**Q:** I have the gap of rutile TiO₂ at one volume and want it at another, for a strained or compressed sample. Can that be done with pencil and paper?

**A:** Yes, if you know which way the levels move and how fast. Here are hybrid-functional gaps for cells squeezed and stretched around an unstrained one, at 10.402 Å³/atom. In all rows but one the ratio c/a of the cell edges is the same, so the cell only changes its size.

Rutile TiO₂ at several volumes, computed with Ansatz 0.2.0 using HSE06, plane waves and PAW (cutoff 420 eV, 4×4×6 k mesh), without spin polarisation or spin–orbit coupling. Atomic positions were relaxed with r2SCAN. The band gap may join two different k points, while the direct gap is taken at a single one; the shortest distance is Ti–O.

```
volume (Å³/atom)     c/a  shortest distance (Å)  band gap (eV)  least direct gap (eV)
           9.203  0.6425                  1.879          3.607                  3.607
           9.493  0.6425                  1.901          3.547                  3.547
           9.790  0.6425                  1.917          3.489                  3.489
          10.093  0.6425                  1.933          3.434                  3.434
          10.160  0.6501                  1.941          3.419                  3.419
          10.402  0.6425                  1.948          3.384                  3.384
          10.717  0.6425                  1.962          3.336                  3.336
          11.038  0.6425                  1.976          3.296                  3.296
          11.366  0.6425                  1.989          3.257                  3.257
          11.700  0.6425                  2.001          3.214                  3.225
```

**Q:** The gap shrinks as the crystal expands. I'd have guessed the opposite: atoms further apart, narrower bands, wider gap.

**A:** That guess looks only at the widths of the bands. Look at what the edges are made of. The filled edge is mainly O 2p and nearly nonbonding, while the empty edge is mainly Ti 3d with some antibonding O 2p mixed in. This is the standard chemical picture of the oxide; the table itself doesn't show it.

Now take two limits. Pull the ions far apart and the mixing dies out, so nothing pushes the 3d levels up. Press them together and the mixing grows steeply, the antibonding levels rise and the gap opens. In this picture the gap falls on expansion, and falls ever more slowly. The least direct gap of the uniformly strained cells shows both features.

**Q:** How steep is "steeply"?

**A:** Second-order mixing pushes the upper level up by about $t^2/\Delta$, where $t$ is the coupling between the Ti and O orbitals and $\Delta$ their energy separation. A common estimate for p–d coupling is $t\propto d^{-7/2}$, with $d$ the bond length. If $\Delta$ is held constant, the push goes as $d^{-7}$. Each Ti has four bonds that stretch less than the cell edges and two that stretch more, but the mean of the six keeps almost in step, so this becomes roughly $V^{-7/3}$, with $V$ the volume per atom.

Call the reference volume $V_0$ and set $r=V_0/V$. Close to $r=1$ the cube root of $r$ is nearly $(2+r)/3$, which spares you the fractional power:

$$E \approx E_0 + B\,(f-1),\qquad f=\frac{r^2(2+r)}{3}.$$

$E$ is the direct gap, $E_0$ its value at $V_0$, and $B$ the one constant you still need.

**Q:** Where do I get $B$?

**A:** From two cells close to the reference. At 10.093 and 10.717 Å³/atom the factor $f$ is 1.073 and 0.933, and the gaps differ by 0.098 eV. So $B = 0.098/0.140 = 0.70$ eV.

**Q:** Then let me try the smallest cell, 9.203 Å³/atom. I get

$$r=\frac{10.402}{9.203}=1.1303,\qquad f=\frac{1.1303^2\times 3.1303}{3}=1.333,$$

$$E\approx 3.384+0.70\times 0.333=3.617\ \text{eV}.$$

**A:** The computed gap is 3.607 eV, so you are 0.01 eV too high. That row had no part in setting $B$, and it lies about four times as far from the reference as the cells that did. Now go to the other end.

**Q:** At 11.700 Å³/atom, $r=0.889$ and $f=0.761$. The gap should be $3.384-0.70\times0.239=3.217$ eV. The table has two values there. Which one do I compare with?

**A:** With the least direct gap, 3.225 eV, so you are 0.01 eV too low. In this cell the lowest empty level has moved from the zone centre Γ to the point R at the zone boundary, while the top filled level has stayed at Γ. The smallest gap is now indirect, and your rule follows only the direct one. The two differ by just 0.011 eV, so the exact volume of the crossing is uncertain.

**Q:** Would a straight rule do, so many millielectronvolts per per cent of volume?

**A:** For small changes, yes: 1 % more volume lowers the gap by about 16 meV. Carried to the ends of the table as a constant slope in $\ln V$, that rule is wrong by up to 0.03 eV, because it misses the flattening. The curved rule stays within about 0.01 eV of the computed direct gap in every row. The analysis printed below compares them.

**Q:** So the mixing is proved to be the cause?

**A:** No. Compression also strengthens the electrostatic splitting between Ti and O sites, which opens the gap too, though more gently, as $1/d$. Alone, that form does nearly as badly as the straight rule, but a blend of several effects could imitate $d^{-7}$. Treat the exponent as a reasoned guess that fits, not as a measurement.

**Q:** Where must I stop?

**A:** At volume changes of about 12 % either way, with the shape of the cell nearly kept. For the one cell with another c/a the rule is off by about 5 meV in a change of 35 meV, and its shape differs only slightly, so strong strain along one axis or in one plane is untested. Nor can a real crystal follow the whole range: the smallest cell needs about 35 GPa, and rutile is known to turn into other structures well below that pressure. Take the 35 GPa as a rough figure, because the runs carry warnings that the thresholds behind the computed stress were loose. Let $V$ grow without bound and the formula gives $3.384-0.70\approx2.7$ eV, which has no meaning for separated ions. For a hot sample, the rule covers only the part due to expansion; lattice vibrations shift the gap as well. And use it for changes: work out $E$ at your starting volume and at the new one, then add the difference to a starting gap you trust, since HSE06 is known to put the gap of rutile above the measured optical one.

Printed output of the fit:

```
slope B of the hand rule, eV: 0.6992
constant deformation potential, fall of gap per unit of ln V, eV: 1.634
fall of gap for 1 % more volume near the reference, meV: 16.34
largest error of r^2(2+r)/3 against r^(7/3): 0.002249
hand rule and rivals, estimate less computed direct gap:
     row    V0/V  factor  estimate eV  rule meV  ln V meV  1/d meV
   9.203    1.13   1.333        3.617     9.852    -22.93   -18.81
   9.493   1.096   1.239        3.551     4.112    -13.62   -11.33
    9.79   1.063   1.152        3.491       1.6    -5.942   -4.941
  10.093   1.031   1.073        3.435     1.047   -0.7363  -0.4914
   10.16   1.024   1.057        3.424     4.524     3.455    3.604
  10.402       1       1        3.384         0         0        0
  10.717  0.9706  0.9328        3.337     1.047   -0.7363  -0.4914
  11.038  0.9424   0.871        3.294     -2.18    -8.949    -7.99
  11.366  0.9152  0.8139        3.254    -3.133    -17.79   -15.66
    11.7  0.8891  0.7612        3.217    -7.973     -33.1   -29.37
largest miss of the hand rule, meV: 9.852
largest miss of the ln V rule, meV: 33.1
largest miss of the 1/d rule, meV: 29.37
mean bond in smallest cell, Å: 1.882
mean bond in largest cell, Å: 2.033
stretch of mean bond over the table, %: 8.05
stretch of cell edges over the table, %: 8.331
direct less least gap in largest cell, meV: 11
```
